Worked problem: level shifts from Strang splitting of a four-spin Heisenberg chain

Result. For H = A + B and τ = Δt/ħ,

exp(−iAτ/2) exp(−iBτ) exp(−iAτ/2) = exp(−iH′τ),
H′ = H + τ²{[A,[A,B]]/24 − [B,[B,A]]/12} + O(τ⁴).

A non-degenerate level Eₙ of H moves by

δEₙ = −(τ²/24)⟨n|[A,[A,B]]|n⟩ = (τ²/12) Σₘ |Aₘₙ|²(Eₘ − Eₙ) + O(τ⁴),

so the ground level never falls at this order. For a particle with A = V and B = p²/2m, [V,[V,B]] = −ħ²|∇V|²/m.

Problem. Four electrons in a row of silicon quantum dots are modelled as an open chain of dimensionless spins 1/2, with A = J(S₁·S₂ + S₃·S₄) and B = J S₂·S₃. Take J = 400 neV (illustrative, a typical size), Δt = 1.00 ns, ħ = 6.58212×10⁻¹⁶ eV s, kB = 8.61733×10⁻⁵ eV/K. Find the shifts of the lowest singlet, the lowest triplet and their gap, and compare with the exact step operator U.

Proof. Put X = −iAτ, Y = −iBτ and write U = exp(X/2)[exp(Y)exp(X)]exp(−X/2). The Baker–Campbell–Hausdorff series gives Z = ln[exp(Y)exp(X)] = X + Y + [Y,X]/2 + [Y,[Y,X]]/12 + [X,[X,Y]]/12 + …, and conjugation gives ln U = Z + [X,Z]/2 + [X,[X,Z]]/8 + …. Second-order terms cancel; third order leaves [Y,[Y,X]]/12 + (1/12 − 1/4 + 1/8)[X,[X,Y]], the bracket being −1/24. With (−iτ)³ = (−iτ)(−τ²) this is H′. Since U(−τ) = U(τ)⁻¹, H′ is even in τ. First-order perturbation theory gives δEₙ as the expectation value of the τ² term. In an eigenstate ⟨[H,[B,A]]⟩ = 0, hence ⟨[B,[B,A]]⟩ = ⟨[A,[A,B]]⟩ and 1/24 − 1/12 = −1/24. Finally [A,B] = [A,H], and ⟨[A,[A,H]]⟩ = −2Σₘ|Aₘₙ|²(Eₘ − Eₙ).

Solution. x = Jτ = (400 neV)(1.00 ns)/ħ = 0.6077 and Jx² = 147.7 neV. A and B both conserve total spin, so the τ² term does not split the triplet, and each level lies in a 2×2 block, written with Pauli matrices σ. Below, s and t denote pair singlet and triplet.

Spin 0, basis s₁₂s₃₄ and t₁₂t₃₄: A = J(−1/2 − σz), B = J(−1/4 + σz/4 + √3σx/4). Levels J(−3/4 ± √3/2), so E_S = −646.4 neV, spacing √3J, |A₀₁|² = J²/4:
δE_S = (√3/48)Jx² = +5.33 neV.

Spin 1, basis (s₁₂t₃₄ + t₁₂s₃₄)/√2 and t₁₂t₃₄, with phases such that A = −Jσz/2, B = J(−1/4 − σx/2); the opposite combination decouples at −J/4. Levels J(−1/4 ± 1/√2), so E_T = −382.8 neV, spacing √2J, |A₀₁|² = J²/8:
δE_T = (√2/96)Jx² = +2.18 neV.

The gap E_T − E_S = 263.6 neV (3.06 mK × kB) changes by −3.15 neV, or −1.2 %.

Exact comparison. If the traceless parts are J a n·σ and J b m·σ with unit vectors n and m, half the trace of U without its overall phase is cos φ = cos(ax)cos(bx) − n·m sin(ax)sin(bx). Spin 0 has a = 1, b = 1/2, n·m = −1/2, giving cos φ = cos³(x/2); spin 1 has a = b = 1/2, n·m = 0, giving cos φ = cos²(x/2). The lower levels are −3J/4 − Jφ/x and −J/4 − Jφ/x, fixed modulo 2πħ/Δt = 4.14 μeV, with the branch taken continuous from Δt → 0. The exact shifts are +5.40 neV and +2.21 neV, and −3.19 neV for the gap. The remainder, −0.04 neV, comes from orders τ⁴ and higher, so the τ² formula holds here to about two figures. The singlet–triplet phase slips by π after πħ/(3.19 neV) = 0.65 μs.

These numbers are the model's. A uniform magnetic field commutes with A and B and changes no shift. Zeeman differences between dots do not commute with them; a typical 10 MHz next to a micromagnet is 41 neV, well above the shifts, and would have to be added to H.